**Question**

A hydrogen atom sits close to a water molecule, in line with one of its O–H bonds. That bond is 0.96 Å long, and the extra atom is 0.97 Å from the bond's hydrogen. The nine valence electrons have a correlation energy of about 4 eV. CISD finds all but 0.2 eV of it and RCCSD all but 0.05 eV, although both start from one determinant and both adjust amplitudes for single and double excitations only.

Total-energy errors against full CI for H3O (a water molecule and a hydrogen atom, neutral doublet), calculated with Ansatz 0.2.0 in the 6-31G basis with the oxygen 1s core frozen. The active spaces hold 9 electrons in 7 orbitals (valence) and 3 electrons in 3 orbitals (pair). The geometry uses rigid fragments at the PBE0/def2-TZVP level.

```tsv
level	this level less the reference (FCI, same basis) (meV)
RHF	3917.2
UHF	3804.8
RMP2	260.8
UMP2	270.2
CISD	211.1
RCCSD	50.6
UCCSD	48.6
RCCSD(T)	16.6
UCCSD(T)	15.7
BCCD(T)	16.0
RCCSDT	12.3
UCCSDT	12.1
CISDTQ	5.5
RCCSDT(Q)	-0.5
UCCSDT(Q)	-0.4
RCCSDTQ	0.4
UCCSDTQ	0.3
CASSCF pair	3280.8
NEVPT2 pair	191.8
CASSCF valence	2344.4
NEVPT2 valence	326.0
MRCISD valence	86.6
MRCISD+Q valence	26.9
```

The reference, full CI (FCI), is exact within the basis. In the names, S, D, T and Q stand for single to quadruple excitations, and R and U for a restricted and an unrestricted starting determinant. MRCISD allows single and double excitations from many configurations instead of one.

(a) A student writes: "The hydrogen is half transferred, so several configurations are nearly degenerate and one determinant is a poor start. MRCISD proves it, for it removes more than half of the CISD error." Judge this argument.

(b) Two other explanations are on offer. CISD may lack events in which three or four electrons correlate jointly, or it may lack independent pair excitations that happen at the same time. Which matters more here?

(c) In the CISD wavefunction, the nine weakly occupied natural orbitals hold 0.0774 electrons together. CISD lowers the RHF energy by 3706 meV. Estimate from these two numbers what the lack of simultaneous pair excitations costs.

**Model answer**

(a) MRCISD does remove more than half of the CISD error, but the conclusion doesn't follow. Going from CISD to valence MRCISD removes 124.5 meV of error, whereas going from CISD to RCCSD removes 160.5 meV without a single additional reference configuration. The remaining lead of RCCSD over MRCISD, 36 meV, is larger than the 20 meV by which different treatments of the cores may shift the rows. It isn't certain that the CASSCF calculation beneath MRCISD reached its lowest solution, but the argument rests on the RCCSD row and doesn't need this lead. Whatever CISD lacks can therefore be supplied, for the most part, from one determinant.

MRCISD improves on CISD for a reason that has little to do with near-degeneracy. A double excitation from a configuration that is already doubly excited can be a quadruple excitation of the original determinant. Many references thus bring in many higher excitations, whether or not any reference competes with the first.

The orbital occupations also speak against the student. If several configurations really competed, some natural orbitals would normally hold numbers of electrons well away from two, one and zero. Here each CISD natural orbital holds either almost two electrons or at most 0.024, apart from the one that houses the unpaired electron. At this geometry one determinant dominates.

(b) Picture two electron pairs in different regions of the molecule. Each makes brief excursions into empty orbitals to keep its electrons apart, and now and then both are away at once. That moment is a quadruple excitation, yet nothing new happens in it: its amplitude is essentially the product of two pair amplitudes.

CISD cuts the wavefunction off after double excitations and so forbids the coincidence. Coupled cluster writes the wavefunction as $e^{T_1+T_2}\Phi_0$, where $\Phi_0$ is the determinant and $T_1$ and $T_2$ create single and double excitations. The exponential contains $\tfrac12 T_2^2$, which is the simultaneous excitation of two pairs. It needs no amplitudes of its own.

The coupled-cluster rows let us compare the two explanations. Admitting the products, from CISD to RCCSD, removes 76% of the CISD error. Joint correlation of three electrons, from RCCSD to RCCSDT, removes another 18%, and that of four electrons, from RCCSDT to RCCSDTQ, about 6%. Coincident pairs thus account for roughly three quarters of what CISD lacks, and truly joint events for one quarter.

(c) While one pair is excited, CISD keeps all other pairs from correlating. If the excited configurations have the total weight $w$, the molecule spends the fraction $w$ of its wavefunction in this blocked condition. Each time it forgoes about the whole correlation energy $E_\mathrm{c}$, so the loss is

$$\Delta E \approx w\,|E_\mathrm{c}| .$$

This is the Davidson estimate. A double excitation puts at most two electrons into empty orbitals, so $w$ is at least half their population:

$$w \ge \frac{0.0774}{2} = 0.0387, \qquad \Delta E \approx 0.0387 \times 3706\ \text{meV} \approx 143\ \text{meV}.$$

The estimate counts a little too much, because a pair that is already excited cannot be excited again. With four equal pairs whose electrons correlate only within their own pair, one quarter of the loss has to be struck out, which leaves about 108 meV. The step from CISD to RCCSD is 160 meV, so the two versions fall short by about a tenth and a third. A shortfall is plausible, since $w$ is a minimum: excitations that end in the half-filled orbital put fewer than two electrons into the empty ones.

**Remarks on the reasoning**

The student's error has a simple pattern. A method was extended, the result improved, and the improvement was credited to the purpose for which the extension was invented. The remedy is to look for a row that has the suspected ingredient's side effect without the ingredient itself. Here RCCSD is that row: it has the products but no additional references.

The +Q in the table is a correction of the Davidson type, added to MRCISD for the simultaneous excitations that are still absent there. It lowers the error against full CI from 87 to 27 meV. This fits the explanation, for MRCISD also stops at double excitations, only from a longer list of starting points.

The percentages in (b) are differences between methods, and the amplitudes readjust at each step. Another order of adding the parts would divide the error somewhat differently, though the lead of the products is wide. The estimate in (c) has no fitted constant and uses only the CISD calculation, so its agreement in size with the coupled-cluster step is a real test. It makes the mechanism credible without proving it; the printed output after this text gives both versions of the estimate.

The formula also shows how the defect grows. More pairs mean both a larger $w$ and a larger $|E_\mathrm{c}|$, so the loss at first rises faster than the number of pairs. For this reason CISD becomes worse per electron in larger molecules, while coupled cluster does not suffer from this defect.

The verdict on near-degeneracy holds for this one arrangement of the atoms, in which the O–H bond still has its ordinary length. It says nothing about arrangements in which that bond is stretched, nor about the barrier to the transfer.

Printed output of the fit:

```
Error removed from CISD to RCCSD, meV: 160.5
The same as percentage of the CISD error: 76.03
Error removed from RCCSD to RCCSDT, meV: 38.3
The same as percentage of the CISD error: 18.14
Error removed from RCCSDT to RCCSDTQ, meV: 11.9
The same as percentage of the CISD error: 5.637
Error removed from CISD to valence MRCISD, meV: 124.5
Valence MRCISD error less RCCSD error, meV: 36
Error removed by +Q in valence MRCISD, meV: 59.7
Part of the RHF error removed by pair CASSCF, percent: 16.25
Part of the RHF error removed by valence CASSCF, percent: 40.15
Part of the RHF error removed by RMP2, percent: 93.34
RHF less UHF, meV: 112.4
RCCSD less UCCSD, meV: 2
Electrons in the weakly occupied natural orbitals of CISD: 0.07743
Least weight of excited configurations in CISD, percent: 3.871
Correlation energy found by CISD, size in meV: 3706
Estimated loss by blocked pairs with least weight, meV: 143.5
The same without the own share of each of four equal pairs, meV: 107.6
Valence NEVPT2 error less pair NEVPT2 error, meV: 134.2
```
